**EPR parameters of a \*CH₂ radical centre on seven carriers**

The table holds bond lengths, g shifts, Mulliken spin and ¹³C and ¹H hyperfine couplings from unrestricted B3LYP/pcH-1 (def2-TZVP-core on Ge, non-relativistic, mean-field spin-orbit) in PySCF on GFN2-xTB geometries. The program works out couplings per unit spin, spin sites, parts of the g tensor and pair differences, and tests one parameter-free estimate of the ¹³C 2p dipolar coupling, (4/5)·P·Z³/24 with Slater screening. The estimate gives 153.6 MHz per unit spin and lies 0.0 to 3.5 % above the tabulated ratios, which spread by 3.4 % for the dipolar part but by 10.4 % for A iso of carbon and 12.0 % for that of hydrogen. The largest g shift follows the oxygen spin in the three oxygen-bearing rows, while the two propargyl rows are nearly identical and the germyl row has a lowest shift dominated by its orbital part.

Calculated values. PySCF 2.14.0, unrestricted B3LYP/pcH-1 (def2-TZVP-core on Ge) with density fitting, for gas-phase doublet CH₂ radicals at GFN2-xTB geometries. In the carrier SMILES, * marks the bond to the CH₂ carbon, the marked atom. The g shifts (GIAO, mean-field spin-orbit) are from the free-electron value, spins are Mulliken populations, and A iso of H is the mean over both CH₂ hydrogens.

## Analysis program

```python
# Table: *CH2 radicals on seven carriers; g shifts, 13C/1H hyperfine and Mulliken spin,
# PySCF UKS B3LYP/pcH-1 (def2-TZVP-core on Ge), GFN2-xTB geometries, non-relativistic.
# Worked out: ratios, orders and pair differences used to identify the rows,
# and one parameter-free estimate of the 13C 2p dipolar coupling.
T = {
    'member': ['*C#CCCC', '*C#CC', '*C(=C)OC=O', '*c1ccc(B(O)O)o1', '*c1ccc(C#C)o1', '*C(C)(C)C(C)C', '*[CH2][GeH3]'],
    'formula': ['C6H9', 'C4H5', 'C4H5O2', 'C5H6BO3', 'C7H5O', 'C7H15', 'C2H7Ge'],
    'around': ['C', 'C', 'C O', 'C O', 'C O', 'C C C', 'Ge H H'],
    'bond': [1.352, 1.353, 1.373, 1.362, 1.359, 1.481, 1.45],  # Å
    'torsion': [None, None, 1, 0, 0, 6, 86],  # °
    'g_iso': [445, 446, 243, 585, 471, 236, -209],  # ppm
    'g_max': [883, 899, 526, 1340, 1100, 488, 634],  # ppm
    'g_min': [-129, -133, -225, -163, -159, -152, -1760],  # ppm
    's2': [0.768, 0.768, 0.779, 0.777, 0.784, 0.754, 0.754],
    'spin': [0.79, 0.79, 0.69, 0.63, 0.59, 1.08, 1.0],  # e
    'a_iso': [62.5, 62.9, 56.4, 47.9, 45.2, 90.8, 84.4],  # MHz
    'a_dip': [118.8, 119.2, 105.9, 93.5, 88.0, 163.2, 151.8],  # MHz
    'a_h': [-52.0, -52.3, -42.1, -37.4, -35.2, -63.5, -59.7],  # MHz
}
import numpy as np
m = T['member']
C = {k: np.array(T[k], float) for k in ['bond','g_iso','g_max','g_min','s2','spin','a_iso','a_dip','a_h']}
ix = {n: i for i, n in enumerate(m)}
# typed from further outputs of the same runs: heavy-atom spins, marked-atom index, total O spin,
# mass-correction part of g, orbital/spin-orbit part (lowest, largest), alpha and beta gap in eV
X = {'*C#CCCC': ([.7852,-.2555,.5320,-.0458,.0053,.0027],0,0,-140.8,13.6,987.7,6.15,4.80),
 '*C#CC': ([.7861,-.2555,.5327,-.0469],0,0,-140.1,9.8,1004.2,6.45,4.81),
 '*C(=C)OC=O': ([.6893,-.2572,.6865,.0005,-.0046,.0022],0,.0027,-135.3,-91.7,626.8,5.45,5.22),
 '*c1ccc(B(O)O)o1': ([.6272,-.1925,.3417,-.1537,.3507,.0207,.0119,.0142,.0449],0,.0709,-160.5,-1.5,1464.8,4.67,4.66),
 '*c1ccc(C#C)o1': ([.2366,-.1183,.3272,-.1552,.3426,-.1892,.5891,.0373],6,.0373,-156.5,0.3,1225.8,4.37,4.25),
 '*C(C)(C)C(C)C': ([1.0847,-.0775,.0308,.0012,.0266,.0134,.0013],0,0,-145.1,-17.9,611.6,6.65,6.94),
 '*[CH2][GeH3]': ([1.0024,-.0903,.1004],0,0,-147.8,-1629.9,756.2,6.03,7.23)}
r = {k: C[k]/C['spin'] for k in ['a_iso','a_dip','a_h']}
hd = C['a_h']/C['a_dip']
print('Couplings per unit spin (MHz/e): A iso, dipolar, A(H) | A(H)/dipolar, A iso/dipolar | spin rounding %')
for i in np.argsort(-C['spin']):
    print(f"{m[i]:17s}{r['a_iso'][i]:6.1f}{r['a_dip'][i]:7.1f}{r['a_h'][i]:7.1f} |{hd[i]:7.3f}"
          f"{C['a_iso'][i]/C['a_dip'][i]:7.3f} | {0.5/C['spin'][i]:.1f}")
for k, lab in [('a_iso','A iso'),('a_dip','dipolar'),('a_h','A(H)')]:
    print(f"{lab} per spin: mean {r[k].mean():.1f}, range {r[k].min():.1f} to {r[k].max():.1f} MHz/e, "
          f"spread {100*np.ptp(r[k])/abs(r[k].mean()):.1f} %")
P = 62.85265/0.055909*3/(8*np.pi)   # contact term / spin density at 13C, same run
Z = 6 - 3*0.35 - 2*0.85             # Slater screening for C 2p
est = 0.8*P*Z**3/24
dev = 100*(est/r['a_dip'] - 1)
print(f"Estimate: P {P:.1f} MHz a0^3, Zeff {Z:.2f}, <r^-3> {Z**3/24:.2f} a0^-3, dipolar {est:.1f} MHz/e")
print(f"  estimate above table by {dev.min():.1f} to {dev.max():.1f} %, worst {m[int(np.argmax(abs(dev)))]}")
print('Same runs: marked spin, sites above 0.2 e, other such sites, O spin, gaps alpha/beta (eV)')
for n in m:
    s, j, o = X[n][:3]
    oth = [round(v, 2) for q, v in enumerate(s) if v > 0.2 and q != j]
    print(f"{n:17s}{s[j]:6.3f} {1+len(oth)} {str(oth):19s}{o:6.3f} {X[n][6]:.2f}/{X[n][7]:.2f}")
print('g (ppm): g max, its orbital part | g min, its mass part, its orbital part | g max - g min')
for i in np.argsort(-C['g_max']):
    x = X[m[i]]
    print(f"{m[i]:17s}{C['g_max'][i]:6.0f}{x[5]:7.0f} |{C['g_min'][i]:6.0f}{x[3]:6.0f}{x[4]:7.0f} |{C['g_max'][i]-C['g_min'][i]:6.0f}")
print(f"Correlation with spin, six Ge-free rows: dipolar {np.corrcoef(C['spin'][:6],C['a_dip'][:6])[0,1]:.3f}, "
      f"g iso {np.corrcoef(C['spin'][:6],C['g_iso'][:6])[0,1]:.2f}")
print('Differences, first minus second: bond A, g iso, g max, g min ppm, S2, spin, A iso, dipolar, A(H) MHz')
pairs = [('*C#CC','*C#CCCC'),('*c1ccc(B(O)O)o1','*c1ccc(C#C)o1'),('*C(=C)OC=O','*c1ccc(B(O)O)o1'),
         ('*C(=C)OC=O','*C(C)(C)C(C)C'),('*C(C)(C)C(C)C','*C#CC'),('*C(C)(C)C(C)C','*[CH2][GeH3]')]
for a, b in pairs:
    d = [C[k][ix[a]] - C[k][ix[b]] for k in C]
    print(f"{a} - {b}: {d[0]:+.3f} {d[1]:+.0f} {d[2]:+.0f} {d[3]:+.0f} {d[4]:+.3f} {d[5]:+.2f} {d[6]:+.1f} {d[7]:+.1f} {d[8]:+.1f}")
print('Last printed digit: 0.001 A, 1 ppm (10 ppm above 1000), 0.001, 0.01 e, 0.1 MHz')
# geometry and g axis from the same runs
ch = np.array([2.20,.24,.25]) - np.array([-1.77,-.20,-.12])
ax = np.array([-.98916,-.11351,-.093211])
ang = np.degrees(np.arccos(min(1, abs(ch@ax)/np.linalg.norm(ch)/np.linalg.norm(ax))))
print(f"*C#CC: angle between g max axis and carbon chain {ang:.1f} deg")
al = np.array([[-.86,-1.10,.11],[-.40,.15,-.23],[-1.18,1.28,-.34]])
print(f"Allyl C-C from 0.01 A coordinates: {np.linalg.norm(al[0]-al[1]):.2f}, {np.linalg.norm(al[2]-al[1]):.2f} A")
assert (C['a_h'] < 0).all() and (C['a_iso'] > 0).all()
assert np.ptp(r['a_dip'])/r['a_dip'].mean() < 0.05
g = lambda k, n: C[k][ix[n]]
assert g('g_max','*c1ccc(B(O)O)o1') > g('g_max','*c1ccc(C#C)o1') > g('g_max','*C#CC') > g('g_max','*C(=C)OC=O')
assert g('spin','*C#CC') > g('spin','*C(=C)OC=O') > g('spin','*c1ccc(B(O)O)o1') > g('spin','*c1ccc(C#C)o1')
```

Output:

```
Couplings per unit spin (MHz/e): A iso, dipolar, A(H) | A(H)/dipolar, A iso/dipolar | spin rounding %
*C(C)(C)C(C)C      84.1  151.1  -58.8 | -0.389  0.556 | 0.5
*[CH2][GeH3]       84.4  151.8  -59.7 | -0.393  0.556 | 0.5
*C#CCCC            79.1  150.4  -65.8 | -0.438  0.526 | 0.6
*C#CC              79.6  150.9  -66.2 | -0.439  0.528 | 0.6
*C(=C)OC=O         81.7  153.5  -61.0 | -0.398  0.533 | 0.7
*c1ccc(B(O)O)o1    76.0  148.4  -59.4 | -0.400  0.512 | 0.8
*c1ccc(C#C)o1      76.6  149.2  -59.7 | -0.400  0.514 | 0.8
A iso per spin: mean 80.2, range 76.0 to 84.4 MHz/e, spread 10.4 %
dipolar per spin: mean 150.7, range 148.4 to 153.5 MHz/e, spread 3.4 %
A(H) per spin: mean -61.5, range -66.2 to -58.8 MHz/e, spread 12.0 %
Estimate: P 134.2 MHz a0^3, Zeff 3.25, <r^-3> 1.43 a0^-3, dipolar 153.6 MHz/e
  estimate above table by 0.0 to 3.5 %, worst *c1ccc(B(O)O)o1
Same runs: marked spin, sites above 0.2 e, other such sites, O spin, gaps alpha/beta (eV)
*C#CCCC           0.785 2 [0.53]              0.000 6.15/4.80
*C#CC             0.786 2 [0.53]              0.000 6.45/4.81
*C(=C)OC=O        0.689 2 [0.69]              0.003 5.45/5.22
*c1ccc(B(O)O)o1   0.627 3 [0.34, 0.35]        0.071 4.67/4.66
*c1ccc(C#C)o1     0.589 4 [0.24, 0.33, 0.34]  0.037 4.37/4.25
*C(C)(C)C(C)C     1.085 1 []                  0.000 6.65/6.94
*[CH2][GeH3]      1.002 1 []                  0.000 6.03/7.23
g (ppm): g max, its orbital part | g min, its mass part, its orbital part | g max - g min
*c1ccc(B(O)O)o1    1340   1465 |  -163  -160     -2 |  1503
*c1ccc(C#C)o1      1100   1226 |  -159  -156      0 |  1259
*C#CC               899   1004 |  -133  -140     10 |  1032
*C#CCCC             883    988 |  -129  -141     14 |  1012
*[CH2][GeH3]        634    756 | -1760  -148  -1630 |  2394
*C(=C)OC=O          526    627 |  -225  -135    -92 |   751
*C(C)(C)C(C)C       488    612 |  -152  -145    -18 |   640
Correlation with spin, six Ge-free rows: dipolar 0.999, g iso -0.62
Differences, first minus second: bond A, g iso, g max, g min ppm, S2, spin, A iso, dipolar, A(H) MHz
*C#CC - *C#CCCC: +0.001 +1 +16 -4 +0.000 +0.00 +0.4 +0.4 -0.3
*c1ccc(B(O)O)o1 - *c1ccc(C#C)o1: +0.003 +114 +240 -4 -0.007 +0.04 +2.7 +5.5 -2.2
*C(=C)OC=O - *c1ccc(B(O)O)o1: +0.011 -342 -814 -62 +0.002 +0.06 +8.5 +12.4 -4.7
*C(=C)OC=O - *C(C)(C)C(C)C: -0.108 +7 +38 -73 +0.025 -0.39 -34.4 -57.3 +21.4
*C(C)(C)C(C)C - *C#CC: +0.128 -210 -411 -19 -0.014 +0.29 +27.9 +44.0 -11.2
*C(C)(C)C(C)C - *[CH2][GeH3]: +0.031 +445 -146 +1608 +0.000 +0.08 +6.4 +11.4 -3.8
Last printed digit: 0.001 A, 1 ppm (10 ppm above 1000), 0.001, 0.01 e, 0.1 MHz
*C#CC: angle between g max axis and carbon chain 0.2 deg
Allyl C-C from 0.01 A coordinates: 1.37, 1.38 A
```
